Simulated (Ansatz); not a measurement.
A small benchmark: atomisation enthalpy at 298 K

10 molecules holding an element past argon; the atomisation enthalpy at 298 K in kJ/mol, computed less measured. Shapes, held fixed at every level: PBE0-D4/def2-TZVP. Thermal terms are harmonic and unscaled (PBE0-D4/def2-TZVP); the spin-orbit lowering of the free atoms is taken from their spectra. Programs: Ansatz 0.2.0. Measured values: Active Thermochemical Tables, CRC Handbook of Chemistry and Physics.

Levels: A = wB97M-V/def2-TZVPP; B = B2PLYP/STO-3G; C = MP2/def2-TZVPP; D = CCSD(T)/def2-SVP; E = CCSD/def2-TZVPP.

```csv
molecule,from tabulated heats,A,B,C,D,E
HBr (hydrogen bromide),366,-7,+26,-8,-26,-12
IBr (iodine monobromide),178,-25,0,-14,-65,-46
HI (hydrogen iodide),298,-13,+41,-12,-31,-14
I2 (iodine),151,-33,-4,-17,-72,-52
H2Se (hydrogen selenide),633,+8,+122,-13,-33,-6
H2Te (hydrogen telluride),533,+10,+151,-14,-34,-1
AsF3 (arsenic trifluoride),1326,+21,-373,+41,-167,-83
AsH3 (arsine),890,-9,+264,-70,-83,-38
CH3I (SMILES CI),1463,-13,+235,-26,-93,-59
GeH4 (germane),1153,+11,+590,-25,-39,+10
```

Sum up the errors.


```csv
level,kind,mean error,mean absolute error,worst case
wB97M-V/def2-TZVPP,range-separated hybrid,-5.0,15.0,I2
B2PLYP/STO-3G,double hybrid,+105.2,180.6,GeH4
MP2/def2-TZVPP,perturbation theory,-15.8,24.0,AsH3
CCSD(T)/def2-SVP,coupled cluster or CI,-64.3,64.3,AsF3
CCSD/def2-TZVPP,coupled cluster or CI,-30.1,32.1,AsF3
```

On this set wB97M-V/def2-TZVPP has the smallest mean absolute error and B2PLYP/STO-3G the largest. B2PLYP/STO-3G is too high in 7 of 10; MP2/def2-TZVPP is too low in 9 of 10; CCSD(T)/def2-SVP is too low in 10 of 10; CCSD/def2-TZVPP is too low in 9 of 10. The heats of H2Se, H2Te come from older tables and can be uncertain by 10 kJ/mol or more. The molecules' own spin-orbit binding is left out, so errors for heavy halides read too negative. Heats of the atoms come from ATcT where it has them. The levels differ in basis as well as in method. With so many references in doubt the order of the levels isn't settled. The tabulated value of AsF3 is in doubt (older tables, estimates, or at odds with other calculations) and kept here. Over the 9 molecules whose values aren't doubted the mean absolute errors are A 14.3; B 159.2; C 22.1; D 52.9; E 26.4. For B2PLYP/STO-3G the error tends to grow with the atomisation enthalpy. Correlated wave functions converge slowly with the basis. CCSD also lacks the triples, which bind further. For atoms past krypton def2 sets carry core potentials with scalar relativity. All-electron rows are non-relativistic unless named. Relativity is left out for As, Br, Ge, Se. Outer-core shells of As, Br, Ge, I, Se, Te are correlated, in sets that cover them unevenly. The set is small.

The B2PLYP/STO-3G errors follow the number of hydrogen atoms more closely than the total binding. They are near zero for I2 and IBr, positive for HBr and HI, and rise through the dihydrides and the molecules with three hydrogens to +590 kJ/mol for GeH4. The probable cause is the minimal hydrogen function, which is contracted to suit a bonded atom and so leaves the free atom too high in energy, an error that each X–H bond turns into spurious binding. AsF3 breaks the trend with binding energy; its strong underbinding suggests a basis too rigid to describe polarised bonds and electron-rich fluorine.

CCSD(T)/def2-SVP binds less than CCSD/def2-TZVPP in every molecule, although triples normally add binding. The smaller basis therefore outweighs the better treatment of correlation, since it recovers too little of the pair correlation gained on forming bonds. Neither result is a verdict on B2PLYP or CCSD(T) as methods in an adequate basis.
